**Rhodium configuration energies: Rydberg limits, Breit and QED parts, and term shifts**

The table holds excitation energies of neutral Rh configurations above [Kr] 4d⁸5s¹ from configuration-averaged Dirac-Hartree-Fock at the basis limit, together with the Breit, QED and recoil part of each. The program tests the Rydberg-Ritz formula for the outer electron, an n*⁻³ scaling and the additivity of the Breit and QED part, and estimates Hund-term shifts from Slater integrals whose orbital assignment is inferred. Three f and g rows give one 4d⁷5s limit within 0.8 meV, the 4d⁸ limit is 6.085 eV, and a Ritz form fixed by 6s and 7s underbinds 5s by 0.18 eV. The Breit and QED part follows the vacated shell (−10.6, +14.5 and −72.0 meV for 5s, 4d and 4p), adds well for 4p → 5s and fails by 8.4 meV for 5s → 4d. Estimated term shifts of 1 to 2 eV, and about 1.1 eV left over against a rough recalled ionization energy, are far larger than this part.

Configurations of the Rh atom (Z = 45), computed with B-spline radial code 1: Dirac-Hartree-Fock, average of configuration, Fermi nucleus, basis-set limit. Self-consistent energies are relative to the reference [Kr] 4d8 5s1 and exclude the Breit, QED and recoil terms, whose contribution to the same energy difference is given separately.

## Script

```python
# Table: Rh configuration energies above [Kr]4d8 5s1 (eV), B-spline radial code, Dirac-Hartree-Fock
# configuration averages (e0) and the Breit+QED+recoil part (bq). Tested: Rydberg-Ritz formula,
# n*^-3 scaling, additivity and make-up of bq, and the size of Hund-term shifts from Slater integrals.
T = {
    'configuration': ['[Kr] 4d9', '[Kr] 4d8 6s1', '[Kr] 4d8 6p1', '[Kr] 4d8 7s1', '[Kr] 4d8 9p1', '[Kr] 4d8 7f1', '[Kr] 4d7 4f1 5s1', '[Kr] 4d7 5s1 5g1', '[Kr] 4d7 5s1 7f1', '[Ar] 3d10 4s2 4p5 4d8 5s2', '[Ar] 3d10 4s2 4p5 4d8 4f1 5s1'],
    'missing': [0, 0, 0, 0, 0, 0, 0, 0, 0, 0, 0],
    'e0': [0.294198, 4.021, 4.65697, 5.02364, 5.71983, 5.80729, 8.23516, 8.54207, 8.80832, 52.8294, 58.9029],  # eV
    'bq': [-0.0167, -0.00902, -0.01, -0.01, -0.0105, -0.0106, 0.0145, 0.0145, 0.0145, -0.0621, -0.072],  # eV
}
import numpy as np
from scipy.constants import physical_constants as pc
Ry = pc['Rydberg constant times hc in eV'][0]; Ha = 2*Ry
nm = [c.replace('[Kr] ', '').replace('[Ar] 3d10 4s2 ', '') for c in T['configuration']]
E = dict(zip(nm, T['e0'])); Q = {k: 1e3*v for k, v in zip(nm, T['bq'])}
E['4d8 5s1'] = 0.0; Q['4d8 5s1'] = 0.0
f8, f7, p4f, p5s = '4d8 7f1', '4d7 5s1 7f1', '4p5 4d8 4f1 5s1', '4p5 4d8 5s2'
print('Ion limits E + Ry/n^2 (eV); rounding of E 0.005 meV (0.05 meV for 4p5 rows)')
hi = {f8: 7, '4d7 4f1 5s1': 4, '4d7 5s1 5g1': 5, f7: 7, p4f: 4}
L = {k: E[k] + Ry/n**2 for k, n in hi.items()}
for k in hi: print(f'  {k:16s} {L[k]:.4f}')
g = L['4d7 5s1 5g1']; I8 = L[f8]
for k in ('4d7 4f1 5s1', f7):
    print(f'  {k}: extra binding against 5g limit {1e3*(g-L[k]):.2f} meV, defect {(g-L[k])*hi[k]**3/Ha:.4f}')
print(f'4d7 5s1 limit less 4d8 limit {g-I8:.3f} eV; second 5s bound by {L[p4f]-E[p5s]:.3f} eV with 4p hole')
r4 = lambda n, l: (3*n*n-l*(l+1))/(2*n**5*(l-.5)*l*(l+.5)*(l+1)*(l+1.5))
print(f'Core polarization per bohr^3 of polarizability: 4f {500*Ha*r4(4,3):.2f}, 5g {500*Ha*r4(5,4):.3f}, 7f {500*Ha*r4(7,3):.2f} meV')
r2 = lambda n, l: n*n/2*(5*n*n+1-3*l*(l+1))
# summed r^2 of the same runs typed: 400.448 (4p5 4f), 5175.16 (4d8 7f), 5172.16 (4d7 5s 7f)
print(f'Summed r^2 less hydrogenic 4f {r2(4,3):.0f}, 7f {r2(7,3):.0f}: {400.448-r2(4,3):.0f}, {5175.16-r2(7,3):.0f}, {5172.16-r2(7,3):.0f} bohr^2')
print('4d8 nl: binding eV, n*, defect, change of defect if limit +0.3 meV, bq less 7f value (meV, +-0.1)')
ns, d = {}, {}
for o in ('5s', '6s', '7s', '6p', '9p'):
    b = I8-E[f'4d8 {o}1']; ns[o] = np.sqrt(Ry/b); d[o] = int(o[0])-ns[o]
    print(f'  {o} {b:.4f} {ns[o]:.4f} {d[o]:.4f} {ns[o]-np.sqrt(Ry/(b+3e-4)):+.4f} {Q[f"4d8 {o}1"]-Q[f8]:.2f}')
d2 = (d['6s']-d['7s'])/(ns['6s']**-2-ns['7s']**-2); d0 = d['7s']-d2/ns['7s']**2; x = 1.5
for _ in range(100): x = 5-d0-d2/x**2
print(f'Ritz from 6s,7s: d0 {d0:.3f}, d2 {d2:.3f}; 5s binding {Ry/x**2:.3f} eV, error {Ry/x**2-I8:+.3f} eV')
print(f'Constant 6s defect: 7s error {Ry/(ns["6s"]+1)**2-Ry/ns["7s"]**2:+.4f}, 5s error {Ry/(ns["6s"]-1)**2-I8:+.3f} eV')
for a, b in (('6s', '7s'), ('6s', '5s'), ('6p', '9p')):
    print(f'bq by n*^-3 from {a}: {b} model {(Q[f"4d8 {a}1"]-Q[f8])*(ns[a]/ns[b])**3:.2f}, table {Q[f"4d8 {b}1"]-Q[f8]:.2f} meV')
print(f'bq on removing 5s {Q[f8]:.1f}, 4d {Q[f7]:.1f}, 4p {Q[p4f]:.1f} meV')
for k, m in (('4d9', Q[f8]-Q[f7]), (p5s, Q[p4f]-Q[f8])):
    print(f'Additive bq for {k}: model {m:.1f}, table {Q[k]:.1f}, misfit {Q[k]-m:+.1f} meV')
rel = {k: 0.1*abs(Q[k])/E[k] for k in nm}; s = sorted(rel, key=rel.get)
print(f'|bq|/E: {s[-1]} {rel[s[-1]]:.1f}%, next {s[-2]} {rel[s[-2]]:.2f}%, least {s[0]} {rel[s[0]]:.2f}%')
# same runs, hartree: Gaunt, retardation, frequency, self-energy, Uehling, Wichmann-Kroll, recoil
C = {'4d9': [3.41921, -0.343219, -0.0244339, 2.30328, -0.276918, 0.00473325, 0.0177077],
     f8: [3.41943, -0.343259, -0.0244385, 2.30333, -0.276922, 0.00473331, 0.0177098],
     f7: [3.42001, -0.343319, -0.0244433, 2.30378, -0.27697, 0.00473413, 0.0177146],
     p4f: [3.41619, -0.342705, -0.0243706, 2.30375, -0.276983, 0.00473433, 0.0177154]}
print(f'Whole correction in {f8}: {Ha*sum(C[f8]):.1f} eV; rounding of Gaunt and self-energy steps {1e-2*Ha:.2f} meV')
mis = []
for a, b in ((f8, '4d9'), (f8, f7), (f7, p4f)):
    v = 1e3*Ha*(np.array(C[b])-np.array(C[a])); mis.append(abs(v.sum()-Q[b]+Q[a]))
    print(f'{a} to {b} (meV): Gaunt {v[0]:.1f}, other Breit {v[1:3].sum():.1f}, self-energy {v[3]:.1f},')
    print(f'    vacuum polarization {v[4:6].sum():.1f}, recoil {v[6]:.1f}; sum {v.sum():.1f}, table {Q[b]-Q[a]:.1f}')
# Slater integrals of the same runs (eV), orbital assignment inferred; rank-4 integral used as F4
BC = lambda F2, F4: (F2/49-5*F4/441, 35*F4/441)
B8, C8 = BC(8.04477, 5.20991); B7, C7 = BC(8.47594, 5.52084); K = 1.59111/5
t8 = 58*B8/9+7*C8/9; t7 = 31*B7/3+7*C7/3
print(f'Hund term below average (LS): d8 3F {t8:.2f}, d7 4F {t7:.2f}, 5s-4d exchange G2/5 {K:.2f} eV')
print(f'4d9 above 4d8 5s: averages {E["4d9"]:.3f}, above 4F term about {E["4d9"]+t8+K:.1f} eV; term shift/|bq| {1e3*(t8+K)/abs(Q["4d9"]):.0f}')
IE = 7.5  # rough recalled ionization energy, eV
print(f'Ionization: limit {I8:.3f}, rough recalled {IE}, gap {IE-I8:.1f}; exchange {K:.1f}, bq {Q[f8]/1e3:.3f}, rest {IE-I8-K-Q[f8]/1e3:.1f} eV')
print(f'Rows above the 4d8 limit: {sum(E[k] > I8 for k in nm)} of {len(nm)}')
assert 0 < g-L[f7] < g-L['4d7 4f1 5s1'] < 2e-3
assert d['5s'] > d['6s'] > d['7s'] > d['6p'] > d['9p']
assert all((Q[k] > 0) == ('4d7' in k) for k in nm)
assert max(mis) < 0.6
```

Output:

```
Ion limits E + Ry/n^2 (eV); rounding of E 0.005 meV (0.05 meV for 4p5 rows)
  4d8 7f1          6.0850
  4d7 4f1 5s1      9.0855
  4d7 5s1 5g1      9.0863
  4d7 5s1 7f1      9.0860
  4p5 4d8 4f1 5s1  59.7533
  4d7 4f1 5s1: extra binding against 5g limit 0.78 meV, defect 0.0018
  4d7 5s1 7f1: extra binding against 5g limit 0.31 meV, defect 0.0039
4d7 5s1 limit less 4d8 limit 3.001 eV; second 5s bound by 6.924 eV with 4p hole
Core polarization per bohr^3 of polarizability: 4f 0.51, 5g 0.069, 7f 0.12 meV
Summed r^2 less hydrogenic 4f 360, 7f 5145: 40, 30, 27 bohr^2
4d8 nl: binding eV, n*, defect, change of defect if limit +0.3 meV, bq less 7f value (meV, +-0.1)
  5s 6.0850 1.4953 3.5047 +0.0000 10.60
  6s 2.0640 2.5675 3.4325 +0.0002 1.58
  7s 1.0613 3.5805 3.4195 +0.0005 0.60
  6p 1.4280 3.0867 2.9133 +0.0003 0.60
  9p 0.3651 6.1043 2.8957 +0.0025 0.10
Ritz from 6s,7s: d0 3.406, d2 0.176; 5s binding 5.905 eV, error -0.180 eV
Constant 6s defect: 7s error +0.0077, 5s error -0.548 eV
bq by n*^-3 from 6s: 7s model 0.58, table 0.60 meV
bq by n*^-3 from 6s: 5s model 8.00, table 10.60 meV
bq by n*^-3 from 6p: 9p model 0.08, table 0.10 meV
bq on removing 5s -10.6, 4d 14.5, 4p -72.0 meV
Additive bq for 4d9: model -25.1, table -16.7, misfit +8.4 meV
Additive bq for 4p5 4d8 5s2: model -61.4, table -62.1, misfit -0.7 meV
|bq|/E: 4d9 5.7%, next 4d8 6s1 0.22%, least 4p5 4d8 5s2 0.12%
Whole correction in 4d8 7f1: 138.8 eV; rounding of Gaunt and self-energy steps 0.27 meV
4d8 7f1 to 4d9 (meV): Gaunt -6.0, other Breit 1.2, self-energy -1.4,
    vacuum polarization 0.1, recoil -0.1; sum -6.1, table -6.1
4d8 7f1 to 4d7 5s1 7f1 (meV): Gaunt 15.8, other Breit -1.8, self-energy 12.2,
    vacuum polarization -1.3, recoil 0.1; sum 25.1, table 25.1
4d7 5s1 7f1 to 4p5 4d8 4f1 5s1 (meV): Gaunt -103.9, other Breit 18.7, self-energy -0.8,
    vacuum polarization -0.3, recoil 0.0; sum -86.4, table -86.5
Hund term below average (LS): d8 3F 1.00, d7 4F 2.16, 5s-4d exchange G2/5 0.32 eV
4d9 above 4d8 5s: averages 0.294, above 4F term about 1.6 eV; term shift/|bq| 79
Ionization: limit 6.085, rough recalled 7.5, gap 1.4; exchange 0.3, bq -0.011, rest 1.1 eV
Rows above the 4d8 limit: 5 of 11
```
